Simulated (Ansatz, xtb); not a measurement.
Relative energy of two isomers of C3H4BrGeNO

Structure X is `[GeH3][c]1cnc(Br)o1`, a singlet and structure Y is `[GeH3][c]1nc(Br)co1`, a singlet. Both are isolated molecules in the gas phase, relaxed with PBE-D3(BJ)/def2-SVP.

Problem. Estimate E(Y) − E(X) at the level CCSD(T)/def2-SVP + ΔMP2/def2-TZVPP.

Solution. CCSD(T)/def2-SVP + ΔMP2/def2-TZVPP gives E(Y) − E(X) = +0.02 kcal/mol, slightly favouring structure X, which is too small a margin to settle the true order.

The same difference at several levels:

```
                             level             geometry  E(Y) − E(X) (kcal/mol)  departure from the last row (kcal/mol)  job, with rough time for the two
                          GFN2-xTB             GFN2-xTB                     −1.27                                   −1.30              optimisation, 0.47 s
                         HF/STO-3G             GFN2-xTB                     −0.37                                   −0.39               single point, 2.8 s
                r2SCAN-D4/def2-SVP             GFN2-xTB                     −0.39                                   −0.41               single point, 7.5 s
               PBE-D3(BJ)/def2-SVP  PBE-D3(BJ)/def2-SVP                     −0.27                                   −0.30               optimisation, 2 min
                       HF/def2-SVP  PBE-D3(BJ)/def2-SVP                     +0.12                                   +0.10           part of the CCSD(T) run
                      MP2/def2-SVP  PBE-D3(BJ)/def2-SVP                     −0.21                                   −0.23           part of the CCSD(T) run
                  CCSD(T)/def2-SVP  PBE-D3(BJ)/def2-SVP                     −0.17                                   −0.19                      single point
CCSD(T)/def2-SVP + ΔMP2/def2-TZVPP  PBE-D3(BJ)/def2-SVP                     +0.02                                                     single point, 3.7 min
```

As drawn, both hold the same kinds of bond in the same numbers.

The largest departure from CCSD(T)/def2-SVP + ΔMP2/def2-TZVPP is that of GFN2-xTB, 1.30 kcal/mol. The last row adds to CCSD(T) the change of the MP2 difference between the two basis sets, here +0.19 kcal/mol.

With thermal terms from frequencies at re-optimised GFN2-xTB minima (ideal gas, soft modes damped towards free rotors, one conformer each, 298.15 K, 1 atm): on the last row, ΔE + ΔZPE = −0.06, ΔH = +0.01, ΔG = −0.08 kcal/mol.

The correlated steps freeze 23 core orbitals; the filled d shell of Br and Ge is correlated, in a basis made for valence electrons. Programs: Ansatz 0.2.0, xtb 6.7.1; the last row on 2 threads of Intel(R) Xeon(R) Processor @ 2.70GHz on a shared host.

The two bromo(germyl)oxazoles are essentially isoenergetic. Both keep the aromatic ring intact and its substituents on non-adjacent carbons, so neither gains or loses much through steric contact. What remains is the site preference of each group. Bromine at C2, between O and N, can donate π density into the electron-poor C=N unit but suffers from the inductive pull of both heteroatoms, while the electropositive germyl group responds differently to the same positions. These contributions probably almost cancel.

In def2-SVP, correlation moves the balance from X towards Y. MP2 and CCSD(T) nearly agree, so correlation beyond second order matters little here, whereas enlarging the basis undoes most of the shift. The GFN2-xTB outlier probably reflects its parametrised description of the heteroatom–substituent interactions more than its geometry, since r2SCAN-D4 on the same structures gives only −0.39 kcal/mol. Near-equal energies do not imply a mixture in practice: interconversion would require substituents to migrate or the ring to rearrange, and no barrier was computed.
